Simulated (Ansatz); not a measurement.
## A series in volume scale on CaMn2As2

Free energy against uniform scaling of the volume at fixed shape and fractions; periodic cell, basis, potentials, k mesh and filling as listed. The results are calculated, by Ansatz 0.2.0.

The cell before it is scaled or strained (space group P-3m1, No. 164):
```
cell vectors (Å)
   4.0003     0.0000     0.0000
  -2.0002     3.4644     0.0000
   0.0000     0.0000     6.9955
atoms (fractions of the cell vectors)
Ca  0.00000  0.00000  0.00000
Mn  0.33333  0.66667  0.61587
Mn  0.66667  0.33333  0.38413
As  0.66667  0.33333  0.72910
As  0.33333  0.66667  0.27090
```

Settings of every row: functional PBEsol; dispersion none; potentials PAW; wave cutoff 476.2 eV; density cutoff 1904.8 eV; k mesh 8x8x4; k shift 0x0x0; occupations fermi dirac; smearing width 0.1 eV; spin collinear.

Limits: a known weakness of the program can leave such a cell on a higher state; coarse k mesh, up to 40 meV an atom off; state may not be the lowest; the cell comes from a prototype or a list of computed structures and needn't be the stable phase.

```
row  volume scale  V (Å³/atom)  energy above lowest point (meV/atom)
  1          0.88       17.063                                  16.4
  2          0.92       17.838                                     0
  3          0.96       18.614                                   2.3
  4             1        19.39                                  18.5
  5          1.04       20.165                                  44.7
  6          1.08       20.941                                     ?
  7          1.12       21.716                                 114.2
```

Question: what energy above lowest point should row 6 give?

Worked fit of energy above lowest point. Take u = (V_r/V)^(2/3) − 1 with V_r = 19.002 Å³ an atom, which is twice the finite (Eulerian) strain; such expansions in the strain, on which the Birch-Murnaghan equation of state is built, carry the rest volume and the bulk modulus. The shown rows have u = 0.07439, 0.04304, 0.01385, -0.01339, -0.03883, -0.08516. Least squares give energy above lowest point = 9.07 − 603.1 × u + 8498 × u² + 12681 × u³ meV/atom; a parabola predicts inner rows, each left out in turn, worse (root mean square 2.1 against 0.29 meV/atom). The rows lie off it by -0.1, 0.1, -0.1, -0.1, 0.1, 0.0. The withheld row has u = -0.06272, so the fit gives 9.07 − 603.1 × (-0.06272) + 8498 × (-0.06272)² + 12681 × (-0.06272)³ = 77.2 meV/atom.

The calculation gave 77.6 meV/atom. The fit lies 0.4 meV/atom (0.35 % of the column's range) below it; its largest miss of a shown row is 0.1 meV/atom.
